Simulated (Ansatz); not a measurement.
## A series in volume per atom on ScSi₂

All results are calculated (Ansatz 0.2.0). Periodic Kohn-Sham DFT of a crystal at fixed atoms; pressure and stress are positive in compression; the energy is the free energy less that of spherical unpolarised free atoms; site moments are those in the method's own spheres, positive along +z.

Cell of the first row (space group P6/mmm, No. 191):
```
CELL_PARAMETERS angstrom
3.58530 0.00000 0.00000
-1.79260 3.10490 0.00000
0.00000 0.00000 3.79100
ATOMIC_POSITIONS crystal
Sc 0.00000 0.00000 0.00000
Si 0.33333 0.66667 0.50000
Si 0.66667 0.33333 0.50000
```

Settings of every row: method all-electron LAPW; functional PBEsol; relativity scalar; k mesh 13x13x11; filling fermi-dirac; smearing width 0.05 eV; basis error target 1 meV/atom; nucleus gaussian.

Atom start moment: 0 on all atoms.

Limits: all rows lie far from zero pressure.

| row | volume per atom (Å³) | pressure (GPa) | energy less free atoms (eV/atom) |
| --- | --- | --- | --- |
| 1 | 14.067 | 34.677 | -5.5209 |
| 2 | 14.367 | 29.932 | -5.5812 |
| 3 | 14.666 | 25.609 | -5.633 |
| 4 | 14.816 | 23.592 | -5.6559 |
| 5 | 14.965 | 21.664 | -5.6771 |
| 6 | 15.115 | 19.823 | -5.6964 |
| 7 | 15.264 | 18.062 | -5.7141 |
| 8 | 15.564 | ? | ? |
| 9 | 15.863 | 11.756 | -5.7695 |

Question: what pressure and energy less free atoms should row 8 give?

Worked fit of pressure. Take u = (V_r/V)^(2/3) − 1 with V_r = 14.89 Å³ an atom, which is twice the finite (Eulerian) strain; such expansions in the strain, on which the Birch-Murnaghan equation of state is built, carry the rest volume and the bulk modulus. The shown rows have u = 0.03863, 0.02412, 0.01016, 0.00333, -0.00334, -0.00995, -0.0164, -0.04132. Least squares give pressure = 22.6234 + 288.283 × u + 612.95 × u² GPa; a straight line predicts inner rows, each left out in turn, worse (root mean square 0.29 against 0.0056 GPa). The rows lie off it by 0.003, -0.001, -0.007, 0.002, -0.003, 0.007, 0.002, -0.002 (root mean square 0.004 GPa). The withheld row has u = -0.02908, so the fit gives 22.6234 + 288.283 × (-0.02908) + 612.95 × (-0.02908)² = 14.758 GPa.

The calculation gave 14.769 GPa. The fit lies 0.011 GPa (0.048 % of the column's range) below it; its largest miss of a shown row is 0.007 GPa.

Worked fit of energy less free atoms. Take u = (V_r/V)^(2/3) − 1 with V_r = 14.89 Å³ an atom, which is twice the finite (Eulerian) strain; such expansions in the strain, on which the Birch-Murnaghan equation of state is built, carry the rest volume and the bulk modulus. The shown rows have u = 0.03863, 0.02412, 0.01016, 0.00333, -0.00334, -0.00995, -0.0164, -0.04132. Least squares give energy less free atoms = −5.66666 + 3.1533 × u + 16.071 × u² eV/atom; a straight line predicts inner rows, each left out in turn, worse (root mean square 0.0077 against 7.9e-05 eV/atom). The rows lie off it by 0.0000, 0.0001, 0.0000, 0.0001, -0.0001, 0.0000, 0.0000, 0.0000. The withheld row has u = -0.02908, so the fit gives −5.66666 + 3.1533 × (-0.02908) + 16.071 × (-0.02908)² = -5.7448 eV/atom.

The calculation gave -5.7447 eV/atom. The fit lies 0.0001 eV/atom (0.04 % of the column's range) below it, one unit of the last digit.
